Suppose a gallium-boron hydride is being considered as a precursor for light-driven deposition, and a lamp has to be chosen. The lowest excited singlet of H₂Ga(μ-H)₂BH₂ lies at 6.02 eV, or 206 nm, and it is tempting to order the lamp for that wavelength. At the geometry computed here, that state absorbs nothing. The first strong absorption among the six states comes at 7.95 eV, or 156 nm, in the vacuum ultraviolet, where the optics are a different matter.

The six lowest excited singlet states of neutral H₂Ga(μ-H)₂BH₂, calculated with PySCF 2.14.0 by linear-response CAM-B3LYP/def2-SVPD in the Tamm–Dancoff approximation, from a singlet ground state at the GFN2-xTB geometry. The analysis of hole and electron uses natural transition orbitals and unrelaxed difference densities.

```
row  excitation energy (eV)  oscillator strength  leading pair weight  hole electron distance (Å)  hole electron overlap
  1                   6.021                0.000                0.996                       0.340                  0.492
  2                   7.030                0.004                0.993                       1.009                  0.531
  3                   7.400                0.000                0.994                       1.805                  0.402
  4                   7.946                0.129                0.991                       0.717                  0.513
  5                   8.306                0.035                0.813                       1.316                  0.658
  6                   8.348                0.003                0.980                       0.716                  0.401
```

The states are numbered by energy, so the rise down the first column is no finding in itself. What needs explaining is why the other columns jump about while the energy climbs. The short answer is that four of the six states put the electron in the same place and take it from different places. The other two put it somewhere else.

Setting up the picture

Two hydrogen atoms bridge gallium and boron, and each metal or boron atom carries two terminal hydrogens. Let x run along the axis from boron to gallium. The terminal hydrogens lie in the xy plane and the bridging ones in the xz plane. An excitation removes an electron from one region, leaving a hole, and places it in another. The hole electron distance is the separation of the centres of these two clouds, and the hole electron overlap says how far the clouds share the same space.

In rows 1, 2, 3 and 5 the main acceptor is the lowest empty orbital, the LUMO. In each of these rows 57 to 65% of the excited electron sits on gallium. The main holes are, in the same order, the highest occupied orbital (the HOMO) and the three orbitals below it. Each step up in energy within this group therefore goes with a deeper hole.

Rows 1 and 3: one acceptor, two ends

Rows 1 and 3 are the two limiting cases. In row 1, 89% of the hole lies on the GaH₂ end, close to where the electron goes, and the distance is only 0.34 Å. In row 3, 83% of the hole lies on the BH₂ end, and the distance grows to 1.81 Å. The electron has shifted only a little between the two states, but the hole has moved from one end of the molecule to the other.

This suggests a very simple model. Keep the electron centre at one fixed point c on the axis and let only the hole move. With h for the hole centre and d for the signed shift from hole to electron, positive towards gallium,

d = c − h

The hole centre h follows from the share of the hole on each atom, multiplied by that atom's x coordinate and summed. The constant c is the mean of h + d over the four LUMO rows, which is also its least-squares value, and it comes out at 0.18 Å. Gallium itself sits at x = 0.43 Å.

For row 3 the hole centre is at −1.74 Å, so the model gives

d = 0.1757 − (−1.739) ≈ 1.91 Å

The calculation gives 1.81 Å. Row 3 was part of the fit and is the worst of its four rows. The model overshoots in both limiting rows because the electron leans a little towards its hole: its estimated centre h + d moves from 0.25 Å in row 1 to 0.07 Å in row 3. The typical error is 0.08 Å, against signed shifts that span more than 2 Å. Since the shares and the distances come from the same run, this agreement supports the reading that the four states share an acceptor; it is no test of the calculation's accuracy.

The model also explains row 2. Its hole is spread over both ends and the bridges, so its centre lies between the two limits, and so does its distance. A reader who knows where the hole is can place any of these four states without looking at the energy.

Why the energy does not follow the distance

The calculation starts from the orbital gap, which is 9.67 eV between HOMO and LUMO. Row 1, which is almost purely this promotion, lies 3.65 eV lower. By the standard theory of such states, the lowering comes mainly from the attraction between the electron and the hole it left, with exchange and correlation terms also taking part. With this functional only part of the attraction is expected to appear as lowering, the part that goes with its share of exact exchange; the rest is already built into the energy of the LUMO.

It would be wrong to calculate this attraction from the tabulated distance. Two point charges 0.34 Å apart would attract each other by 14.4/0.34 ≈ 42 eV, more than ten times the lowering found. In row 1 the electron cloud is several times wider than the separation of the centres, and for such spread-out clouds a shift of the centres changes the attraction far less than Coulomb's law for points suggests. The distance is a good label for where charge goes and a poor measure of what the move costs.

Two things can raise row 3 above row 1: a more tightly bound hole orbital and a weaker attraction at the larger distance. Both act in the same direction, and this pair of rows does not separate them. Going on from row 3 to row 5 helps. The distance shrinks by 0.49 Å, yet the energy rises by another 0.91 eV, so growing separation cannot be what orders the series. Over the four rows as a whole the deeper hole is the natural main reason for the rise, although the outputs do not list the energies of the lower orbitals. The last step is expected to need more. The closer, better overlapping clouds of row 5 should attract more strongly, which works against the deeper hole. Exchange, which raises a singlet more when its hole and electron orbitals overlap well, is expected to supply a large part of this step.

Chemistry makes the order of the holes plausible. The highest occupied orbital belongs largely to the terminal Ga–H bonds, which are longer and weaker than B–H bonds and hold their electrons less tightly. The hole of row 3 sits in the terminal B–H bonds. In row 5 it lies mainly on the bridging hydrogens and boron, in the electrons that hold the two halves together.

Rows 1 and 4: the same hole, dark and bright

The intensities need a second idea, and rows 1 and 4 show it cleanly. Both take the electron mainly from the HOMO, and their holes look nearly the same. Their overlaps are also close, 0.49 and 0.51. Yet the oscillator strength, which measures how strongly a state absorbs, is zero in row 1 and 0.129 in row 4.

The difference is symmetry. The HOMO changes sign when y is reversed: it is positive on one terminal hydrogen of gallium and negative on the other. The LUMO changes sign when z is reversed, like a gallium p orbital standing upright on the GaH₂ plane. These assignments follow from where the clouds sit and from the directions in which the allowed states absorb. Light couples two orbitals only if their product behaves like x, y or z, and here

(odd in y) × (odd in z) → yz

No component of the light's electric field matches yz, so row 1 is dark however well the clouds overlap. Row 3 is dark for the same reason, because its hole on the BH₂ end is also odd in y. Its long distance is not to blame. Row 2 has a hole that is even in both y and z, so the product behaves like z and the state absorbs along z, but only weakly: allowed does not mean strong. In a real molecule, vibrations that break the symmetry can lend such states a little intensity, which a calculation at one fixed geometry leaves out.

In row 4 the electron goes to a different acceptor, mainly the next empty orbital, which is even in both y and z. The product with the HOMO now behaves like y, and light polarised along y is absorbed. Changing the acceptor and keeping the hole has turned a dark state into the brightest of the six. Higher states may be brighter still, and the approximation used here gives oscillator strengths that are better for ranking than for exact values.

Where the fixed electron fails

Row 4 was left out of the fit because its acceptor is different, and it shows where the model ends. With the electron held at c, the shift would be 0.40 Å towards boron. The calculation gives 0.72 Å towards gallium. The electron has moved to the far side of gallium, away from boron, in a cloud about a third wider than in the LUMO rows. Part of that cloud lies outside the atoms, in the manner of a Rydberg state.

Row 6 looks like a twin of row 4 in the distance column, with 0.716 Å against 0.717 Å. In fact the two shifts point in opposite directions: in row 6 the electron moves towards boron. The column records only the length of the shift, so equal entries can describe opposite movements of charge. Row 6 also starts from the HOMO and absorbs along y, but its oscillator strength is about forty times smaller than that of row 4. Its electron cloud is the widest of the six, but the overlap falls only from 0.51 to 0.40 between the two rows, which is too little to explain such a loss. In each of the two states, a single pair of hole and electron orbitals describes at least 98% of the excitation. The likely cause is therefore the shape of the acceptor in row 6. Neither acceptor is a single empty orbital of the ground state: the main promotion carries a weight of only 0.70 in row 4 and 0.65 in row 6. Two states of the same symmetry from the same hole are expected to mix the same empty orbitals with opposite signs, so that the contributions along y add in row 4 and largely cancel in row 6. The outputs do not show the orbitals themselves, so this remains an inference.

Such wide clouds depend more on the basis set than compact ones do. The energies and intensities of rows 4 and 6 should therefore be checked with more diffuse functions before a lamp is bought.

Row 5: the best overlap, but not the brightest

Row 5 has the largest overlap, 0.66, in spite of a distance of 1.32 Å. Its main hole and its electron are both odd in z, so both spread above and below the GaH₂ plane, where the bridging hydrogens lie. In row 1 the centres are much closer together, but the two clouds have their nodes in different planes and partly avoid each other. Distance compares centres, whereas overlap compares shapes.

Both orbitals are also even in y, so their product is even in y and in z, and row 5 can absorb light polarised along the axis. Its oscillator strength is nevertheless nearly four times smaller than that of row 4. The leading pair is unlikely to be at fault: two well overlapping orbitals, both odd in z and displaced along the axis, resemble a π to π* pair and are expected to absorb strongly on their own. Row 5 is also less simple than the others: its leading pair weight, the share of the excitation described by one hole and one electron orbital, is 0.81, while in the other rows it is at least 0.98. A second pair carries nearly all of the rest. Absorption adds the amplitudes of the pairs with their signs, whereas overlap ignores signs, so the expected cause of the low strength is that the second pair cancels much of the first. The outputs do not list the separate contributions.

Rows 5 and 6 are only 0.04 eV apart. A molecule whose only symmetries are two mirror planes and a twofold axis has no symmetry-required degeneracy, so this is a chance meeting of two different states. The gap is smaller than the usual error of this level of theory, and the two could well change places.

For a related bridged hydride, the same questions can be asked in the same order. Which of the low states share an acceptor? Among those, a deeper hole usually means a higher energy, though differences in attraction and exchange can change the order, and the hole's place largely sets the distance. Then compare the symmetries of hole and electron to see which states light can reach, and only after that choose the wavelength.
